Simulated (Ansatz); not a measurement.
## A series in volume scale on Pd

All results are calculated (Ansatz 0.2.0). Plane-wave DFT, scalar-relativistic PAW made under PBE with cores redone for the functional, no dispersion; the given relaxed cell is scaled uniformly, energy at zero smearing counts from the unscaled cell, pressure at the given Fermi-Dirac smearing is positive in compression.

The cell before it is scaled or strained (space group Im-3m, No. 229):
```
cell vectors (Å)
  -1.5279     1.5279     1.5279
   1.5279    -1.5279     1.5279
   1.5279     1.5279    -1.5279
atoms (fractions of the cell vectors)
Pd  0.00000  0.00000  0.00000
```

Settings of every row: spin polarised yes; functional LDA; wave cutoff 420 eV; smearing width 0.05 eV; k mesh 16x16x16.

Atom:
```csv
element,starting moment (Bohr magneton)
Pd,0.5
```

Limits: search for a lower magnetic state is off; the cell comes from a prototype or a list of computed structures and needn't be the stable phase.

```csv
row,volume scale,V (Å³/atom),pressure (GPa),energy change per atom (meV)
1,0.88,12.555,39.69,185.54
2,0.92,13.126,23.06,75.17
3,0.96,13.697,10.11,17.2
4,1.04,14.838,-7.78,14.51
5,1.08,15.409,-13.81,53.59
6,1.12,15.979,?,?
```

Largest site moment is 0 Bohr magneton in every row.

Question: what pressure and energy change per atom should row 6 give?

Worked fit of pressure. Take u = (V_r/V)^(2/3) − 1 with V_r = 13.697 Å³ an atom, which is twice the finite (Eulerian) strain; such expansions in the strain, on which the Birch-Murnaghan equation of state is built, carry the rest volume and the bulk modulus. The shown rows have u = 0.05976, 0.02879, 0, -0.05195, -0.07551. Least squares give pressure = 10.112 + 415.26 × u + 1317.9 × u² GPa; a straight line predicts inner rows, each left out in turn, worse (root mean square 2.7 against 0.15 GPa). The rows lie off it by 0.06, -0.10, 0.00, 0.12, -0.08 (root mean square 0.083 GPa). The pressure vanishes at u = -0.0266, or V = 14.26 Å³ an atom, and there the bulk modulus at fixed shape and fractions is B = −V dP/dV = (2/3)(1 + u) dP/du = 224 GPa. The withheld row has u = -0.09763, so the fit gives 10.112 + 415.26 × (-0.09763) + 1317.9 × (-0.09763)² = -17.87 GPa.

The calculation gave -18.45 GPa. The fit lies 0.58 GPa (3.1 % of the value, 1 % of the column's range) above it; its largest miss of a shown row is 0.12 GPa. This row lies beyond the range of the fit.

Worked fit of energy change per atom. Take u = (V_r/V)^(2/3) − 1 with V_r = 13.697 Å³ an atom, which is twice the finite (Eulerian) strain; such expansions in the strain, on which the Birch-Murnaghan equation of state is built, carry the rest volume and the bulk modulus. The shown rows have u = 0.05976, 0.02879, 0, -0.05195, -0.07551. Least squares give energy change per atom = 17.259 + 1347.99 × u + 24386.6 × u² meV; a straight line predicts inner rows, each left out in turn, worse (root mean square 50 against 1.7 meV). The rows lie off it by 0.63, -1.11, -0.06, 1.46, -0.93 (root mean square 0.96 meV). The withheld row has u = -0.09763, so the fit gives 17.259 + 1347.99 × (-0.09763) + 24386.6 × (-0.09763)² = 118.10 meV.

The calculation gave 111.59 meV. The fit lies 6.51 meV (5.8 % of the value, 3.8 % of the column's range) above it; its largest miss of a shown row is 1.46 meV. This row lies beyond the range of the fit.
